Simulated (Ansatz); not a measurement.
# Ohmic range of the current through Ir(100) and Pt(111) vacuum junctions up to 2 V, from self-consistent PBE transport

Tunnelling contacts and nanoscale vacuum switches are often described by a single conductance, although they may run at biases of a volt or more. We examine how far that description holds for two junctions, Ir(100) across 5.25 angstrom and Pt(111) across 4.25 angstrom, at applied biases from 0.3 to 2 V. The gaps are measured between the facing atomic planes. The current density is ballistic and self-consistent at the PBE level. Ohmic behaviour means that current over applied bias keeps its value at 0.3 V, which is the reference of the nonlinearity column. Metal, face and gap all change between the two junctions, so a difference between them cannot be assigned to the metal alone.

## Calculations

Two unrelaxed crystal faces face each other across vacuum, atoms on bulk sites. Each electrode is a film with vacuum behind it; a period of its inner layers serves as the bulk lead, and the reservoirs begin within the films. Gaps are named with each line. Program: Ansatz 0.2.0, plane waves with PAW (data set ansatz_paw_generated_soft_1), PBE, cutoff 420 eV, no spin polarisation, no spin-orbit coupling, Fermi-Dirac smearing 0.1 eV for the density, 1x1 cells in the plane. Density and current are solved self-consistently between two reservoirs (Landauer, ballistic, leads at 300 K); k meshes in the plane have 7 to 8 divisions for the density and 16 to 18 for the current in the runs under bias, energy steps 0.036 eV. Bulk layers sit at room-temperature lattice constants. Positive bias raises the Fermi level of the lower electrode; both spins are counted. The smallest positive bias is 0.3 V. Warnings of the programs in the runs behind this table: xc potential rough in thin density (2 of 2 runs).

Notes on method and selection:

- A current can be some tens of per cent off through the finite mesh across it; the column on every other mesh point shows how far.
- Semilocal functionals lack the long-range image potential in vacuum. A state with in-plane wavevector k decays with kappa^2 = 2 m phi / hbar^2 + k^2, so faces without states near the zone centre at the Fermi level decay faster than their barrier phi suggests.
- No phonons, disorder or steps.
- The current can saturate or fall once the bias window passes the bottom of an electrode's band or meets a projected gap.
- Runs whose leads misfit by over 0.1 eV are left out.
- Runs that did not converge, have known faults or may not be shown are not listed, and runs on Ansatz's PAW sets soft_1 and soft_2 are kept to separate tables.

Columns:

- bias (V): applied bias, difference of the reservoirs' Fermi levels.
- junction drop (V): voltage drop across the junction.
- charge moved (1e-3 e): electrons moved from one electrode to the other, per cell.
- zero-bias ratio: zero-bias conductance per area over the current over voltage at the smallest bias.
- mesh check (%): current on every other mesh point against the full mesh, 100 (ratio - 1).
- current density (1e12 A/m²): current density, both spins.
- nonlinearity: current over voltage divided by its value at the smallest bias.

Input lines of one member:

```
kpoints:
  mp_grid: { grid: [7, 7, 1] }
hamiltonian:
  xc: pbe
  pseudopotentials: { kind: paw, azcp: { folder: soft_1 } }
scf:
  occupations: { method: fermi_dirac, width: 0.1 }
  max_iter: 80
output:
  current_voltage:
    leads: [[5, 7], [18, 20]]
    bias: [0.3, 0.6, 1.0, 1.5, 2.0]
    kmesh: [16, 16]
    de: 0.036
    electrode_ends: [12, 13]
  write_potential: true
  write_density: true
  volumetric_format: npy
```

Command (options for logging and memory left out): `ansatz run input.yaml --threads 4`

## Results

| member | junction | bias (V) | junction drop (V) | charge moved (1e-3 e) | zero-bias ratio | mesh check (%) | current density (1e12 A/m²) | nonlinearity |
| --- | --- | --- | --- | --- | --- | --- | --- | --- |
| 0.3 V | Ir(100), 5.25 angstrom | 0.3 | 0.292 | 4.873 | 1.093 | −17.92 | 18.265 | 1.000 |
| 0.6 V | Ir(100), 5.25 angstrom | 0.6 | 0.583 | 9.522 | 1.093 | −2.67 | 36.429 | 0.997 |
| 1 V | Ir(100), 5.25 angstrom | 1.0 | 0.970 | 15.614 | 1.093 | 2.54 | 57.372 | 0.942 |
| 1.5 V | Ir(100), 5.25 angstrom | 1.5 | 1.458 | 23.491 | 1.093 | −5.61 | 74.956 | 0.821 |
| 2 V | Ir(100), 5.25 angstrom | 2.0 | 1.947 | 31.258 | 1.093 | −3.73 | 90.654 | 0.745 |
| 0.3 V | Pt(111), 4.25 angstrom | 0.3 | ? | ? | ? | ? | ? | ? |
| 0.6 V | Pt(111), 4.25 angstrom | 0.6 | 0.576 | 10.371 | 1.053 | −3.59 | 106.846 | 1.003 |
| 1 V | Pt(111), 4.25 angstrom | 1.0 | 0.962 | 17.219 | 1.053 | −5.84 | 177.023 | 0.997 |
| 1.5 V | Pt(111), 4.25 angstrom | 1.5 | 1.438 | 24.731 | 1.053 | −1.09 | 266.477 | 1.000 |
| 2 V | Pt(111), 4.25 angstrom | 2.0 | 1.903 | 31.362 | 1.053 | 1.01 | 356.850 | 1.005 |

Cells marked ? are withheld until the estimate has been made.

## Reading the trend

The Ir(100) junction is close to ohmic up to 0.6 V and then bends downwards. Its 0.3 V reference is sensitive to the mesh (−17.92 % on every other point), so we measure the bend from 0.6 V. Current over bias falls from 36.429 / 0.6 = 60.7 to 90.654 / 2.0 = 45.3, in 1e12 A/m² per volt, a loss of about 25 %. The mesh checks at these two biases are below 4 %, so the bend is well outside them. The slope between neighbouring points falls too, from (57.372 − 36.429) / 0.4 = 52.4 to (90.654 − 74.956) / 0.5 = 31.4 in the same unit.

The shown Pt(111) points stay ohmic: the nonlinearity lies between 0.997 and 1.005 from 0.6 to 2 V. In every shown row the departure is smaller than the mesh check, which reaches 5.84 %, and we give it no physical cause. The zero-bias ratio of 1.053 puts the conductance at zero bias about 5 % above current over bias at 0.3 V. The flat range is therefore a statement about finite biases, and it is not shown to continue to zero bias at the same precision.

Voltage lost outside the gap does not explain the bend in Ir. The junction takes 0.292 / 0.3 = 0.97 of the bias at the lowest point and 1.947 / 2.0 = 0.97 at the highest.

A plain barrier would bend the curve the other way. Its decay constant is $\kappa=\sqrt{2m\phi}/\hbar$ for states at the zone centre, and bias lowers the mean barrier seen by the electrons in the upper part of the window, so current over bias should rise. A fall therefore points to the electrodes' states. At zero bias the two equivalent faces have their bands and surface resonances at the same energies. Bias shifts them apart by nearly the junction drop, and a state that finds no partner of the same energy and in-plane wavevector on the other side carries little current. This detuning has the right sign for Ir(100), but no column resolves the transmission by energy, so it remains the likely cause. In Pt(111) a partial cancellation between detuning and barrier lowering is possible.

## Estimating the withheld member

Plain estimates from the members shown:

- 0.3 V (Pt(111), 4.25 angstrom), from its own Ir(100), 5.25 angstrom value plus the mean shift Pt(111), 4.25 angstrom − Ir(100), 5.25 angstrom over the other 4 members (+161.946, standard deviation 74): 18.265 + 161.946 = 180.211 1e12 A/m²

The plain estimate of 180.211 is unsuitable, because it adds a shift averaged over higher biases to a current that must vanish at zero bias. The nonlinearity column gives a much tighter route: it is normalised to the withheld point, so the 0.3 V current follows from arithmetic and not from an independent physical prediction:

$$j(0.3)=\frac{0.3}{V}\,\frac{j(V)}{\text{nonlinearity}(V)}$$

On Ir(100) at 0.6 V this gives 36.429 × 0.3 / 0.6 / 0.997 = 18.269, against the tabulated 18.265.

For Pt(111) the four biases give:

- 0.6 V: 106.846 × 0.3 / 0.6 / 1.003 = 53.263;
- 1 V: 177.023 × 0.3 / 1.0 / 0.997 = 53.267;
- 1.5 V: 266.477 × 0.3 / 1.5 / 1.000 = 53.295;
- 2 V: 356.850 × 0.3 / 2.0 / 1.005 = 53.261.

Each nonlinearity is rounded to within 0.0005, which limits the current to a range. The tightest lower bound comes from 1.5 V, where the nonlinearity is at most 1.000 + 0.0005 = 1.0005: 266.477 × 0.3 / 1.5 / 1.0005 = 53.269. The tightest upper bound comes from 2 V, where it is at least 1.005 − 0.0005 = 1.0045: 356.850 × 0.3 / 2.0 / 1.0045 = 53.288. The middle is 53.278 and the half-width (53.288 − 53.269) / 2 = 0.0095. For a flat distribution over this range, one standard deviation is 0.0095 / √3 = 0.0055, in 1e12 A/m².

This error bar covers only the recovery of the program's value. The mesh error of the current itself is far larger, probably some per cent or more.

**Committed estimate, 0.3 V (Pt(111), 4.25 angstrom): current density = 53.278 ± 0.006 1e12 A/m².**

## The withheld result

| member | junction | bias (V) | junction drop (V) | charge moved (1e-3 e) | zero-bias ratio | mesh check (%) | current density (1e12 A/m²) | nonlinearity |
| --- | --- | --- | --- | --- | --- | --- | --- | --- |
| 0.3 V | Pt(111), 4.25 angstrom | 0.3 | 0.288 | 5.178 | 1.053 | −5.94 | 53.276 | 1.000 |

| member | estimate | current density (1e12 A/m²) | computed | estimate − computed | miss in error bars |
| --- | --- | --- | --- | --- | --- |
| 0.3 V (Pt(111), 4.25 angstrom) | committed | 53.278 | 53.276 | +0.002 | 0.3 |
| 0.3 V (Pt(111), 4.25 angstrom) | shift from Ir(100), 5.25 angstrom | 180.211 | 53.276 | +126.935 |  |

The estimate of 53.278 lies 0.002 above the computed 53.276, in 1e12 A/m², which is 0.3 of its error bar. The shift from Ir(100) missed by +126.935, because it carried a difference taken at higher biases down to a bias where both currents are small.

The close hit confirms only the arithmetic, since the nonlinearity column already contained the withheld current. A fairer test of ohmic behaviour leaves that column out and scales the 0.6 V current by the bias alone: 106.846 × 0.3 / 0.6 = 53.423, about 0.3 % too high. The same scaling from 2 V gives 356.850 × 0.3 / 2.0 = 53.528, about 0.5 % too high. For Ir(100) it gives 90.654 × 0.3 / 2.0 = 13.598 against 18.265, about 26 % too low.

Proportionality therefore holds at the Pt(111) points and fails for Ir(100) at high bias. The new value does not tell why. We called detuned electrode states the likely cause of the Ir bend before the result was known, and that was too strong: they are one possibility. For Pt we offered a partial cancellation between detuning and barrier lowering. Nothing in the tables supports it, and we drop it, which leaves the flat Pt curve without an explanation. The transmission by energy, which bears on both questions, is left out here.

## Departures from the trend

The Ir(100) points at 2 V and 1.5 V lie farthest from ohmic behaviour, with current over bias about 26 % and 18 % below the 0.3 V value. Their own mesh checks of −3.73 % and −5.61 % are much smaller than these departures. The 0.3 V reference is less certain, but the fall measured from 0.6 V does not depend on it. Detuned electrode states or a projected gap entering the bias window could each lower current over bias, and the table does not tell them apart.

The Ir(100) point at 0.3 V stands out for its numerics, with a mesh check of −17.92 %. A narrow bias window averages over few energies, so sharp features in the transmission are probably sampled less evenly there. An error in this point would rescale the nonlinearity of the other Ir rows by a common factor and leave their fall from 0.6 to 2 V unchanged. It does limit how firmly the junction can be called ohmic between 0.3 and 0.6 V. Below 0.3 V the table does not support that description at all. We called Ir(100) close to ohmic up to 0.6 V without weighing its zero-bias ratio of 1.093, which puts the conductance at zero bias about 9 % above current over bias at 0.3 V. This is more than the fall of about 6 % from 0.3 to 1 V, but less than the mesh check at 0.3 V, so it stays open whether the curve already bends near zero bias.

## Closing remarks

At the five biases calculated, one resistance describes the Pt(111) junction up to 2 V, whereas for Ir(100) it fails clearly by 1.5 V. Scaling from 0.3 V reproduces the other Pt currents within about 0.5 %, but overshoots Ir at 2 V by about 34 %. Neither junction is shown to be ohmic down to zero bias, where the computed conductance lies about 5 % (Pt) and 9 % (Ir) above current over bias at 0.3 V. Two junctions that differ in metal, face and gap give no rule for a third.

In practical units the resistance times area of Pt(111) is 0.3 / 53.276 = 0.00563 Ω µm² at 0.3 V and 2.0 / 356.850 = 0.00560 Ω µm² at 2 V. For Ir(100) it rises from 0.3 / 18.265 = 0.0164 to 2.0 / 90.654 = 0.0221 Ω µm².

The missing long-range image attraction would lower the barrier and could raise the currents by tens of per cent or more. Clean Ir(100) also tends to reconstruct, which would change the face states and could alter the bend in either direction.

[Logs are printed without paths, hosts, clocks, repeated set-up lines and the standing remarks that a program may print on its own settings, such as how far it seeks lower states.]
